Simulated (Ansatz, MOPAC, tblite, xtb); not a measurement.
**How methods differ on CH4InO (SMILES [CH3][In][OH])**

The species is CH4InO (7 atoms), meant as a doublet with charge 0. As SMILES, `[CH3][In][OH]`. The shape is that of a PBE0-D4/def2-TZVP optimisation. This is one conformer, not always the lowest.

```xyz
7

C    -1.1124    0.5538   -0.2479
In    0.7519   -0.4841   -0.7966
O     1.8600   -0.8809    0.8362
H    -1.9652   -0.0171   -0.6125
H    -1.1100    1.5484   -0.6924
H    -1.1152    0.6121    0.8409
H     2.6909   -1.3321    0.6723
```

Each level gives the dipole moment (D). The values are calculated.

| level | kind | program | value (D) | CPU time |
| --- | --- | --- | --- | --- |
| GFN1-xTB | semi-empirical | tblite | 3.34 | under 2 s |
| PM3 | semi-empirical | MOPAC | 1.02 | under 2 s |
| GFN2-xTB | semi-empirical | xtb | 2.69 | under 2 s |
| IPEA1-xTB | semi-empirical | tblite | 2.89 | under 2 s |
| UHF/STO-3G | Hartree–Fock | Ansatz | 2.75 | 2.3 s |
| UHF/3-21G | Hartree–Fock | Ansatz | 2.45 | 3.5 s |
| UHF/def2-SVP (core potential) | Hartree–Fock | Ansatz | 2.34 | 5.4 s |
| USVWN5/STO-3G | LDA | Ansatz | 1.47 | 4.5 s |
| UPBE0/def2-SVP (core potential) | global hybrid | Ansatz | 1.63 | 16 s |
| UMP2/def2-SVP (core potential) | perturbation theory | Ansatz | 1.77 | 12 s |

All-electron rows without a relativistic Hamiltonian named are non-relativistic, while core potentials hold scalar relativity, so basis and relativity change together. The values span 1.02 to 3.34 D. In the correlated wave-function rows the outer d shell of In is correlated, in sets not made for it. Sets without polarisation functions give poor dipoles. Times are those of the runs behind each value, whatever else they computed, on shared processors of several kinds: orders of magnitude only.

The cleanest comparison is within def2-SVP, where basis and core potential are shared: the dipole falls from 2.34 D in Hartree–Fock to 1.63 D with PBE0 and 1.77 D with MP2. Hartree–Fock typically exaggerates charge separation in polar bonds, and correlation moves some density back from oxygen and carbon towards the electropositive indium. The drop from Hartree–Fock to LDA in STO-3G has the same direction.

Formally this is an In(II) radical, its unpaired electron probably in an s–p hybrid pointing away from the two ligands. Such a lobe contributes an atomic moment that partly opposes the In–O and In–C bond moments, so the total should be sensitive to s–p mixing as well as to charge transfer. This may explain why the semi-empirical methods scatter so widely, with PM3 below both PBE0 and MP2 and all three xTB variants above them. The closeness of PBE0 and MP2 supports a moderate dipole, but without diffuse functions it does not establish a converged value.
